**Q:** I have bulk MoS₂ computed at nine volumes, with all three axes strained equally. The gap shrinks whether I squeeze the crystal or expand it. What is special about the unstrained crystal, at 18.072 Å³ per atom?

Bulk MoS₂ with all axes strained equally, computed with Ansatz 0.2.0 using r2SCAN with spin-orbit coupling, PAW potentials, a 500 eV plane-wave cutoff, a 12×12×2 k mesh and 0.02 eV Fermi-Dirac smearing. Atomic positions were relaxed with r2SCAN-rVV10. Gaps are the least found over the mesh, the named k points and any paths between them.

| volume (Å³/atom) | c/a | shortest distance (Å) | band gap (eV) | least direct gap (eV) |
| --- | --- | --- | --- | --- |
| 15.989 | 3.9193 | 2.370 | 0.808 | 2.081 |
| 16.494 | 3.9193 | 2.379 | 0.878 | 2.044 |
| 17.009 | 3.9192 | 2.387 | 0.937 | 1.933 |
| 17.535 | 3.9192 | 2.395 | 0.986 | 1.817 |
| 18.072 | 3.9193 | 2.403 | 1.026 | 1.705 |
| 18.619 | 3.9192 | 2.412 | 0.916 | 1.597 |
| 19.178 | 3.9192 | 2.420 | 0.766 | 1.496 |
| 19.748 | 3.9193 | 2.429 | 0.620 | 1.401 |
| 20.328 | 3.9193 | 2.438 | 0.480 | 1.313 |

**A:** Very little. The valence top stays at Γ, the zone centre, in every row, but the lowest conduction state changes place. Up to 18.072 it lies in a valley about halfway between Γ and the zone corner K. At 18.619 it has moved to K, and the two valleys happen to change order close to zero strain.

**Q:** Why does a change of valley make a peak?

**A:** The gap is always measured to the lower valley. If $\varepsilon$ is the change of length in percent from the unstrained cell, each valley's distance from the valence top is roughly a straight line in $\varepsilon$, so

$$E_\mathrm{gap}=\min(E_1+a_1\varepsilon,\;E_2+a_2\varepsilon).$$

The halfway valley has $a_1>0$ and the K valley $a_2<0$, so the lower of the two lines forms a roof. GaAs under pressure behaves in the same way: its gap grows until another conduction valley becomes the lowest. The likeness ends there, because GaAs has no layers and its gap starts out direct, while here it is indirect on both sides.

**Q:** Does the roof match the numbers?

**A:** Two straight lines with a common kink, fitted to all nine rows, follow the gap to about 0.01 eV. The gap rises by 0.05 eV per percent of length below the kink and falls by 0.15 eV per percent above it. The main flaw is that the rising side really flattens towards the top. The output printed below gives the details.

**Q:** What makes the K valley fall so fast?

**A:** Follow the rows 18.619 and 19.748, between which the gap drops by 0.296 eV. Here the conduction edge is at K, so the gap runs from the Γ top to K, while the least direct gap runs from the K top to the same state. The direct gap closes by 0.196 eV. The remaining 0.100 eV is the rise of the Γ top above the K top.

Theory offers a reason for the larger part. The two edges at K are mainly molybdenum d states, pushed apart by mixing between neighbouring atoms, and stretching weakens that mixing. The smaller part is more surprising, because layers that move apart should let the Γ top sink relative to K. Since it rises, the change within each layer, which grows wider and thinner, must outweigh the wider spacing.

**Q:** And why does the other valley move up?

**A:** This part is argued, not shown. The Γ top and the halfway valley both reach into the neighbouring layer, and that coupling narrows the gap between them. From the smallest volume to the unstrained one the space between layers grows from 2.79 to 3.11 Å, which weakens the coupling and helps the gap to open. The layers stretch in plane at the same time, so these rows cannot tell how much each change contributes.

**Q:** Can you tell how close the K valley is in the unstrained crystal, where it isn't the lowest?

**A:** Yes, from the direct gap. First find how far the Γ top lies above the K top in the two rows after 18.072, and carry the trend back one step:

$$1.597-0.916=0.681,\qquad 1.496-0.766=0.730,$$
$$0.681-(0.730-0.681)=0.632\ \text{eV}.$$

Subtracting this from the direct gap of the unstrained row gives the K valley, and subtracting the gap gives its height above the lowest valley:

$$1.705-0.632=1.073,\qquad 1.073-1.026=0.047\ \text{eV}.$$

The roof, whose fit included this row, gives 0.03 eV.

**Q:** Does that matter for a transistor channel?

**A:** It does, because a few hundredths of an electronvolt is comparable to the thermal energy at room temperature. A slight stretch can therefore move electrons from one valley to the other, which changes their effective mass and scattering. I would not take the crossing strain as a process target. The r2SCAN functional is expected to make the gaps too small, and it may misplace the valleys by as much as their separation. A channel only a few layers thick also differs from the bulk: with less coupling between layers its halfway valley is expected to lie higher, and a substrate does not strain all axes equally. The zero of strain is uncertain too. The unstrained cell comes from r2SCAN with an added van der Waals term, while plain r2SCAN, used for these gaps, gives the lowest energy of the nine rows at 18.619, already past the crossing.

**Q:** One row still bothers me. Why does the least direct gap hardly change between the two smallest volumes?

**A:** The row at 15.989 stands out most. A smooth curve through the seven larger volumes, carried back to it, lies 0.11 eV above the computed value. At 16.494 the miss is only 0.01 eV, but that is still far more than in any fitted row, so the change may already begin there. The least direct gap is still at K in both rows, so it has not moved to another point. My guess is that a different band has become one of the two edges at K, which would put a kink in the direct gap, though not a peak. Following the next bands at K through these volumes, by energy and orbital character, would test that, but I don't have those data.

Printed output of the fit:

```
Geometry and steps:
     row  strain in %  S-Mo-S thickness in A  space between layers in A  gap step in eV  direct gap step in eV
  15.989           -4                  3.177                      2.792             n/a                    n/a
  16.494           -3                  3.164                      2.868            0.07                 -0.037
  17.009           -2                  3.146                      2.947           0.059                 -0.111
  17.535           -1                  3.128                      3.027           0.049                 -0.116
  18.072            0                   3.11                      3.108            0.04                 -0.112
  18.619       0.9989                  3.095                      3.185           -0.11                 -0.108
  19.178            2                  3.076                      3.267           -0.15                 -0.101
  19.748            3                  3.059                      3.345          -0.146                 -0.095
  20.328        3.999                  3.042                      3.424           -0.14                 -0.088
fit of band_gap on 9 rows: constant 1.048 +/- 0.0058, coefficient of strain -0.04581 +/- 0.0011, coefficient of abs(strain - s) -0.1 +/- 0.0022, s 0.125; rms 0.00647, worst 15.989 0.0104, leave-one-out rms 0.0152
Strain at the kink, %: 0.125
Gap at the kink, eV: 1.042
Slope below the kink, eV per % of length: 0.05421
Slope above the kink, eV per % of length: -0.1458
Deformation potential below the kink, eV per unit of ln V: 1.807
Deformation potential above the kink, eV per unit of ln V: -4.861
Gamma top above K top at +1 %, eV: 0.681
Gamma top above K top at +3 %, eV: 0.781
Fall of the gap from +1 to +3 %, eV: 0.296
Part from the closing of the direct gap at K, eV: 0.196
Part from the rise of Gamma over K, eV: 0.1
K valley above the lowest valley at zero strain, from the roof, eV: 0.03423
K valley above the lowest valley at zero strain, from the direct gap, eV: 0.047
fit of least_direct_gap on 7 rows (strain > -2.5): constant 1.704 +/- 0.00057, coefficient of strain -0.1093 +/- 0.00031, coefficient of strain**2 0.002844 +/- 0.00012; rms 0.000803, worst 18.072 -0.00111, leave-one-out rms 0.00205
  rows outside the fit (model, value, miss): 15.989 2.187, 2.081, 0.106; 16.494 2.057, 2.044, 0.0133
```
